\section*{Stoichiometric number of the rate-determining step: triiodide--iodide on platinum}

The electrode reaction is written in the anodic direction, $\mathrm{Red}\rightleftharpoons\mathrm{Ox}+n\,e^-$. For the present couple this is $3\,\mathrm{I^-}\rightleftharpoons\mathrm{I_3^-}+2e^-$, so $n=2$. Anodic current density $j$ is positive, $\eta=E-E_{\rm eq}$, $f=F/RT$ and $u=f\eta$. ``Forward'' means anodic, and the one-way current densities $j_f$ and $j_b$ are both positive, with $j=j_f-j_b$. If the cathodic direction is called forward, $\eta$ and $j$ both change sign and the results keep their form.

\subsection*{Premises}

\begin{enumerate}
\item[P1] The reaction follows one route of elementary steps $i$. Step $i$ occurs $\nu_i$ times per overall reaction (its stoichiometric number), so that all intermediates cancel in the weighted sum of the steps.
\item[P2] The intermediates are in a steady state.
\item[P3] Each step obeys transition-state theory with thermalised reactants and products.
\item[P4] One step $d$, with $\nu_d\equiv\nu$, is rate-determining: the one-way rates of every other step greatly exceed its net rate.
\item[P5] $\eta$ is free of ohmic drop, and the concentrations at the surface equal those in the bulk.
\item[P6] The Tafel line of step $d$ stays straight from the range where it is recorded back to $\eta=0$. This premise is needed only where the Tafel line is extrapolated, in (c) and (d).
\end{enumerate}

\subsection*{(a) Show that one elementary step obeys $v^+/v^-=\exp(A/RT)$}

\textbf{Solution.} Let $\tilde\mu_i^{+}$ and $\tilde\mu_i^{-}$ be the sums of the electrochemical potentials of the reactants and of the products of step $i$, with electrons in the metal and vacant sites counted as species. The affinity of the step is $A_i=\tilde\mu_i^{+}-\tilde\mu_i^{-}$. By P3 the complexes that cross forward are in equilibrium with the reactants, and those that cross backward with the products. With surface concentrations $\Gamma^{\pm}_\ddagger$, standard value $\Gamma^\circ$ and activity coefficient $\gamma_\ddagger$,
\begin{equation}
\tilde\mu^{\circ}_\ddagger+RT\ln\frac{\gamma_\ddagger\Gamma^\pm_\ddagger}{\Gamma^\circ}=\tilde\mu_i^\pm ,\qquad
v_i^\pm=\kappa\,\frac{k_BT}{h}\,\Gamma^\pm_\ddagger=B_i\,e^{\tilde\mu_i^\pm/RT},
\end{equation}
where $B_i=\kappa(k_BT/h)(\Gamma^\circ/\gamma_\ddagger)\exp(-\tilde\mu^\circ_\ddagger/RT)$. Both populations are the same complex in the same interface, so $\tilde\mu^\circ_\ddagger$ and $\gamma_\ddagger$ are shared, and microscopic reversibility makes the transmission coefficient $\kappa$ equal in the two directions. $B_i$ may depend on potential and coverage in any way, and the symmetry factor and double-layer effects reside in it. It cancels in the ratio, which leaves De Donder's relation
\begin{equation}
\frac{v_i^+}{v_i^-}=e^{A_i/RT}. \label{dd}
\end{equation}

\subsection*{(b) Derive the ratio $j_f/j_b$ for the overall reaction}

\textbf{Solution.} \emph{Step 1, overall affinity.} By P1 the potentials of the intermediates cancel in the weighted sum:
\begin{equation}
\sum_i\nu_iA_i=\tilde\mu_{\rm Red}-\tilde\mu_{\rm Ox}-n\tilde\mu_e .
\end{equation}
Potentials are referred to the solution. By P5 the first two terms do not change with $E$, while $\tilde\mu_e=\text{const}-FE$. The sum vanishes at $E_{\rm eq}$, therefore
\begin{equation}
\sum_i\nu_iA_i=nF\eta. \label{aff}
\end{equation}
\emph{Step 2, steady state.} If the overall reaction runs at rate $r$ per unit area, P1 and P2 give
\begin{equation}
v_i^+-v_i^-=\nu_i r,\qquad j=nFr. \label{ss}
\end{equation}
\emph{Step 3, fast steps.} Equations (\ref{dd}) and (\ref{ss}) give $A_i/RT=-\ln(1-\nu_ir/v_i^+)$. By P4, $\nu_i|r|\ll v_i^+$ for $i\neq d$, so these affinities are negligible and (\ref{aff}) reduces to $\nu A_d=nF\eta$. The driving force is shared among the $\nu$ passages through step $d$.

\emph{Step 4, one-way currents.} Equation (\ref{ss}) for $i=d$ reads $j=nF(v_d^+-v_d^-)/\nu$, which defines
\begin{equation}
j_f=\frac{nF}{\nu}v_d^+,\qquad j_b=\frac{nF}{\nu}v_d^- .
\end{equation}
These count all $n$ electrons of the overall reaction, including those passed in fast steps. Inserting $A_d$ in (\ref{dd}) gives Horiuti's relation
\begin{equation}
\boxed{\frac{j_f}{j_b}=\exp\frac{nF\eta}{\nu RT}} \label{hor}
\end{equation}
\emph{Corollary.} Define $\alpha_a=d\ln j_f/du$ and $\alpha_c=-d\ln j_b/du$. The logarithmic derivative of (\ref{hor}) is
\begin{equation}
\alpha_a+\alpha_c=n/\nu \label{sum}
\end{equation}
for coefficients taken at the same potential. The Tafel slopes are $b=(RT/\alpha F)\ln 10$ per decade.

\subsection*{(c) Obtain $\nu$ from the slope at equilibrium}

\textbf{Solution.} Eliminate $j_b$ with (\ref{hor}) and put $s=n/\nu$:
\begin{equation}
j=j_f(u)\,\bigl[1-e^{-su}\bigr],\qquad
\frac{dj}{du}=\frac{dj_f}{du}\bigl[1-e^{-su}\bigr]+s\,j_f\,e^{-su}.
\end{equation}
At $u=0$ the bracket vanishes, so the slope of $j_f$ drops out. With $j_0=j_f(0)=j_b(0)$ one has $(dj/d\eta)_0=nfj_0/\nu$, or
\begin{equation}
\boxed{\nu=\frac{nFj_0}{RT}\left(\frac{d\eta}{dj}\right)_{\eta=0}=nf\,j_0R_{\rm ct}} \label{slope}
\end{equation}
where $R_{\rm ct}$ is the area-specific charge-transfer resistance. The slope fixes only $j_0/\nu$, so $j_0$ must come from elsewhere. For $s|u|\gg1$ on the cathodic side, (\ref{hor}) gives $|j|\to j_b$, which is read without knowledge of $\nu$. By P6, $j_b=j_0e^{-\alpha_cu}$ with constant $\alpha_c$, and the intercept of the Tafel line at $\eta=0$ is $j_0$. The anodic branch serves in the same way. A $j_0$ computed from $R_{\rm ct}$ itself would make (\ref{slope}) circular.

\emph{Width of the linear range.} With constant coefficients $j=j_0(e^{\alpha_au}-e^{-\alpha_cu})$, and by (\ref{sum})
\begin{equation}
j=j_0su\Bigl[1+\tfrac12(\alpha_a-\alpha_c)u+\tfrac16(\alpha_a^2-\alpha_a\alpha_c+\alpha_c^2)u^2+\dots\Bigr]. \label{lin}
\end{equation}
A chord between $+\eta$ and $-\eta$ removes the first correction and keeps the second.

\subsection*{(d) Obtain $\nu$ from forward and backward rates}

\textbf{Solution.} At an intermediate overpotential, take $j_b(\eta)$ from the extended cathodic Tafel line and the net current $j(\eta)$ from the polarisation curve. Then $j_f=j_b+j$, and (\ref{hor}) gives
\begin{equation}
\boxed{\nu=\frac{nf\eta}{\ln(j_f/j_b)}=\frac{nf\eta}{\ln(1+j/j_b)}} \label{fb}
\end{equation}
As $\eta\to0$ the logarithm tends to $j/j_0$ and (\ref{slope}) is recovered. Differentiating (\ref{fb}) at fixed $j$ and using $1+j/j_b=e^{su}$ gives the response to a wrong $j_b$:
\begin{equation}
S=\frac{\partial\ln\nu}{\partial\ln j_b}=\frac{1-e^{-su}}{su}. \label{sens}
\end{equation}
$S=1$ at equilibrium. It grows on the cathodic side, where $j_f$ is a small difference of large numbers. It falls on the anodic side, where the extrapolation of $j_b$ is longer and leans more on $\alpha_c$. Constancy of $\nu$ over several $\eta$ tests P4 and P6 together.

\subsection*{(e) Apply the result to two mechanisms for $\mathrm{I_3^-/I^-}$}

\textbf{Solution.} Platinum in iodide solution carries strongly bound iodine. Here $*$ is a site available for reaction on that surface, and $\theta$ is the coverage of the reactive intermediate $\mathrm{I^*}$, treated as a Langmuir adsorbate with equilibrium value $\theta_e$. The cathodic symmetry factor of a one-electron step is $\beta$, taken constant.

\emph{Mechanism A.} (A1) $\mathrm{I^-}+*\to\mathrm{I^*}+e^-$, $\nu_1=2$; (A2) $2\,\mathrm{I^*}\to\mathrm{I_2}+2*$, $\nu_2=1$; (A3) $\mathrm{I_2+I^-\to I_3^-}$, $\nu_3=1$. Let A1 limit. The equilibria A2 and A3 carry no electrons and fix $\theta/(1-\theta)\propto(c_{\rm I_3^-}/c_{\rm I^-})^{1/2}$ in dilute solution, independent of potential. Then $\theta=\theta_e$ at all $\eta$ and
\begin{equation}
j_f=j_0e^{(1-\beta)u},\qquad j_b=j_0e^{-\beta u},\qquad j_f/j_b=e^{u}.
\end{equation}
This is (\ref{hor}) with $n/\nu=1$, $\nu=2$, and P6 holds at any coverage. If A2 limited instead, equilibrium of A1 would give $\theta/(1-\theta)\propto e^{u}$ and $j_f/j_b\propto\theta^2/(1-\theta)^2\propto e^{2u}$, that is $\nu=1$. The number belongs to the limiting step and not to the route.

\emph{Mechanism B.} (B1) $\mathrm{I^-}+*\to\mathrm{I^*}+e^-$; (B2) $\mathrm{I^*+I^-\to I_2}+*+e^-$; (B3) as A3; all $\nu_i=1$. Let B2 limit. Equilibrium of B1 gives $\theta/(1-\theta)=e^{u}\,\theta_e/(1-\theta_e)$, hence $d\theta/du=\theta(1-\theta)$, and
\begin{equation}
j_f=j_0\frac{\theta}{\theta_e}e^{(1-\beta)u},\qquad
j_b=j_0\frac{1-\theta}{1-\theta_e}e^{-\beta u},\qquad j_f/j_b=e^{2u}. \label{B}
\end{equation}
Thus $\nu=1$, with $\alpha_a=2-\theta-\beta$ and $\alpha_c=\theta+\beta$, which sum to 2 as (\ref{sum}) requires. At low coverage $\alpha_c=\beta$, the same as in A. The cathodic Tafel line cannot separate A from B, but the equilibrium slope differs by a factor 2.

\subsection*{(f) Give the size of the neglected terms}

\textbf{Solution.} Let $\nu_{\rm app}$ be what (\ref{slope}) returns from the uncorrected slope or intercept.

\emph{Other steps not fully fast (P4).} Near equilibrium $A_i/RT=\nu_ir/v_i^0$, where $v_i^0$ is the exchange rate of step $i$. With $j_{0,i}=nFv_i^0/\nu_i$ this is $A_i/RT=j/j_{0,i}$, and (\ref{aff}) becomes $nu=j\sum_i\nu_i/j_{0,i}$.

\emph{Diffusion and ohmic drop (P5).} For a Nernst layer of thickness $\delta$ in excess inert electrolyte, with free $\mathrm{I_2}$ negligible beside $\mathrm{I_3^-}$, the fluxes $j/2F$ of $\mathrm{I_3^-}$ and $3j/2F$ of $\mathrm{I^-}$ give surface concentrations $c_{\rm I_3^-}(1+j/j_{lc})$ and $c_{\rm I^-}(1-j/j_{la})$, with
\begin{equation}
j_{lc}=\frac{2FD_{\rm I_3^-}c_{\rm I_3^-}}{\delta},\qquad j_{la}=\frac{2FD_{\rm I^-}c_{\rm I^-}}{3\delta}.
\end{equation}
The Nernst equation shifts the local equilibrium potential by $(1/2f)[\ln(1+j/j_{lc})-3\ln(1-j/j_{la})]$, whose slope at $j=0$ is $R_d=(1/2f)(1/j_{lc}+3/j_{la})$. The change of $j_0$ with the surface concentrations affects $j$ only in second order. An uncompensated resistance $R_\Omega$ adds $jR_\Omega$. To first order in $j$ all contributions to $\eta$ add, so for a correct $j_0$
\begin{equation}
\nu_{\rm app}=\nu+j_0\sum_{i\ne d}\frac{\nu_i}{j_{0,i}}+j_0\Bigl(\frac1{j_{lc}}+\frac3{j_{la}}\Bigr)+2fj_0R_\Omega. \label{app}
\end{equation}
Every term raises $\nu_{\rm app}$. A step with $\nu_i=1$ and $j_{0,i}=10\,j_0$ adds 0.1.

\emph{Curved Tafel line (P6).} Let $g(u)$ be the logarithm of the branch and draw the tangent at $u_T$. Its intercept is $g(u_T)-u_Tg'(u_T)$, and integration by parts gives
\begin{equation}
\ln\frac{j_0^{\rm ext}}{j_0}=-\int_0^{u_T}u\,g''(u)\,du,\qquad \nu_{\rm app}=\nu\,\frac{j_0^{\rm ext}}{j_0}.
\end{equation}
Three cases matter. (i) Coverage: in (\ref{B}), $1-\theta\to1$ far on the cathodic side, so $j_0^{\rm ext}=j_0/(1-\theta_e)$, and $\theta_e=1/2$ turns $\nu=1$ into $\nu_{\rm app}=2$. (ii) A parabolic (Marcus-type) barrier $F(\lambda\mp\eta)^2/4\lambda$ for a one-electron step, upper sign anodic, with the reorganisation energy $\lambda$ expressed in volts: the ratio of the two rates is still $e^{u}$, but each logarithm contains $-f\eta^2/4\lambda$, which gives $\ln(j_0^{\rm ext}/j_0)=f\eta_T^2/4\lambda$. (iii) Residual reverse current: $\ln|j|$ contains $\ln(1-e^{-s|u|})$, and the tangent construction applied to this term gives
\begin{equation}
\ln\frac{j_0^{\rm ext}}{j_0}=\ln\bigl(1-e^{-s|u_T|}\bigr)-\frac{s|u_T|}{e^{s|u_T|}-1}. \label{rev}
\end{equation}

\emph{Change of limiting step.} Keep both B1 and B2 finite at low coverage, with $y=\theta/\theta_e$ and a common $\beta$. Then $j=j_{0,1}(e^{(1-\beta)u}-ye^{-\beta u})=j_{0,2}(ye^{(1-\beta)u}-e^{-\beta u})$. Eliminating $y$,
\begin{equation}
j=\frac{j_{0,1}j_{0,2}\,\bigl(e^{2(1-\beta)u}-e^{-2\beta u}\bigr)}{j_{0,1}e^{-\beta u}+j_{0,2}e^{(1-\beta)u}} .
\end{equation}
The far cathodic line extrapolates to $j_{0,2}$ and the far anodic line to $j_{0,1}$, while $2fR_{\rm ct}=1/j_{0,1}+1/j_{0,2}$. The two values of $\nu_{\rm app}$ are $1+j_{0,2}/j_{0,1}$ and $1+j_{0,1}/j_{0,2}$. B2 limits on the anodic side only while $e^{u}\ll j_{0,1}/j_{0,2}$. For $j_{0,1}=j_{0,2}$ one finds $y=1$, and the curve coincides with that of mechanism A at every $\eta$. The cathodic reaction order in $\mathrm{I_3^-}$ then decides: at low coverage it is $1/2$ for A ($j_b\propto\theta$) and 1 for B ($j_b\propto c_{\rm I_2}$).

\subsection*{(g) Numerical illustration}

\textbf{Given} (assumed inputs of typical size for platinum in acetonitrile, not measurements): $T=298.15$ K, 5.0 mM $\mathrm{I_3^-}$ and 50 mM $\mathrm{I^-}$ in excess inert salt, $D=1.5\times10^{-5}$ cm$^2$ s$^{-1}$ for both ions, $\delta=10\ \mu$m, $R_\Omega=1.0\ \Omega$ cm$^2$, low $\theta$, and a transport-free cathodic Tafel line with $j_0=5.0$ mA cm$^{-2}$ and $\alpha_c=\beta=0.50$. Find what A and B predict.

\textbf{Solution.} $RT/F=25.69$ mV, $f=38.92$ V$^{-1}$, and the shared cathodic Tafel slope is 118.3 mV per decade. From (\ref{slope}), $R_{\rm ct}=\nu/(2fj_0)$. At $\eta=-25$ mV, $u=-0.973$ and the Tafel line gives $j_b=8.13$ mA cm$^{-2}$, from which (\ref{hor}) gives $j_f$. The limiting currents are $j_{lc}=14.47$ and $j_{la}=48.24$ mA cm$^{-2}$ (four figures are kept for a difference taken below), so $R_d=1.69\ \Omega$ cm$^2$. In (\ref{app}) diffusion adds 0.66 and the ohmic term 0.39.

\begin{center}
\begin{tabular}{lcc}
\hline
 & A ($\nu=2$) & B ($\nu=1$)\\
\hline
$\alpha_a$ & 0.5 & 1.5\\
anodic Tafel slope / mV dec$^{-1}$ & 118.3 & 39.4\\
$R_{\rm ct}$ / $\Omega$ cm$^2$ & 5.14 & 2.57\\
$j_f/j_b$ at $-25$ mV & 0.378 & 0.143\\
$j_f$ at $-25$ mV / mA cm$^{-2}$ & 3.07 & 1.16\\
$j$ at $-25$ mV / mA cm$^{-2}$ & $-5.06$ & $-6.97$\\
$S$ at $-25$ mV & 1.69 & 3.08\\
$R_{\rm ct}+R_d+R_\Omega$ / $\Omega$ cm$^2$ & 7.8 & 5.3\\
$\nu_{\rm app}$, slope uncorrected & 3.05 & 2.05\\
\hline
\end{tabular}
\end{center}

Inserting the tabulated $j$ and $j_b$ in (\ref{fb}) returns 2.00 and 1.00. This follows by construction and is no evidence for either mechanism. The last row is the important one: the neglected terms total 1.05, as large as the difference between the mechanisms, and mechanism B with an uncorrected slope imitates $\nu=2$. $R_{\rm ct}$ must be separated from $R_d$ and $R_\Omega$, by impedance or by extrapolation to infinite rotation rate together with ohmic compensation.

\emph{Linear range.} At $|\eta|=5$ mV, $|u|=0.195$. The first correction in (\ref{lin}) is zero for A and 9.7\,\% for B. The second, which survives in a symmetric chord, is 0.16\,\% for A and 1.1\,\% for B.

\emph{Tafel intercept at $\eta_T=-120$ mV} ($|u_T|=4.67$). Equation (\ref{rev}) gives $j_0^{\rm ext}/j_0=0.948$ for A ($\nu_{\rm app}=1.90$) and 0.999 for B. A parabolic barrier with an assumed $\lambda=1.0$ V gives the exponent 0.140, a factor 1.15, and by itself $\nu_{\rm app}=2.30$ for A. Transport is more serious. Here $j_b=51.7$ and, for A, $j_f=0.484$ mA cm$^{-2}$, so $j_b$ is 3.6 times $j_{lc}$. For A at low coverage $j_b\propto(c_{\rm I_3^-}/c_{\rm I^-})^{1/2}$ and $j_f\propto c_{\rm I^-}$, so the current $|j|$ that flows at this ohmically corrected overpotential solves
\begin{equation}
|j|=j_b\left[\frac{1-|j|/j_{lc}}{1+|j|/j_{la}}\right]^{1/2}-j_f\,(1+|j|/j_{la}).
\end{equation}
The root is $|j|=13.16$ mA cm$^{-2}$, or 91\,\% of $j_{lc}$. The first-order Kouteck\'y--Levich correction $|j|/(1-|j|/j_{lc})$ would give about 145 mA cm$^{-2}$ in place of the kinetic value $j_b-j_f=51.2$, too large by a factor 2.8. With this $\delta$ the Tafel range is hidden, and a reliable $j_0$ needs much faster transport or the correct reaction orders.

\subsection*{(h) Range of validity}

Equation (\ref{hor}) needs P1--P5. It holds at any overpotential and coverage, with lateral interactions, double-layer effects or a potential-dependent symmetry factor, since all of these lie in $B_d$ or in the electrochemical potentials and leave (\ref{dd}) intact. It fails for parallel routes, since A and B running together give a sum of currents with different exponents, for two steps of similar slowness, in transients faster than the relaxation of $\theta$, and when a second redox process sets a mixed potential in place of $E_{\rm eq}$. Equations (\ref{slope}) and (\ref{fb}) with an extrapolated Tafel line need P6 as well: the same limiting step, the same coverage regime and a constant transfer coefficient from the Tafel range to equilibrium, on a surface whose state does not change with potential. The practical conditions are $j_0\ll j_{0,i}/\nu_i$ for all other steps, $j_0(1/j_{lc}+3/j_{la})\ll1$ and $2fj_0R_\Omega\ll1$ or explicit correction for them, $|u|\ll1$ for the slope, and $s|u_T|\gg1$ with $|j|\ll j_{lc}$ for the Tafel line. A result is credible when both Tafel branches give the same $j_0$ and (\ref{sum}), (\ref{slope}) and (\ref{fb}) give the same $\nu$. Even then $\nu$ only restricts the mechanism, and reaction orders are needed to exclude two equally slow steps.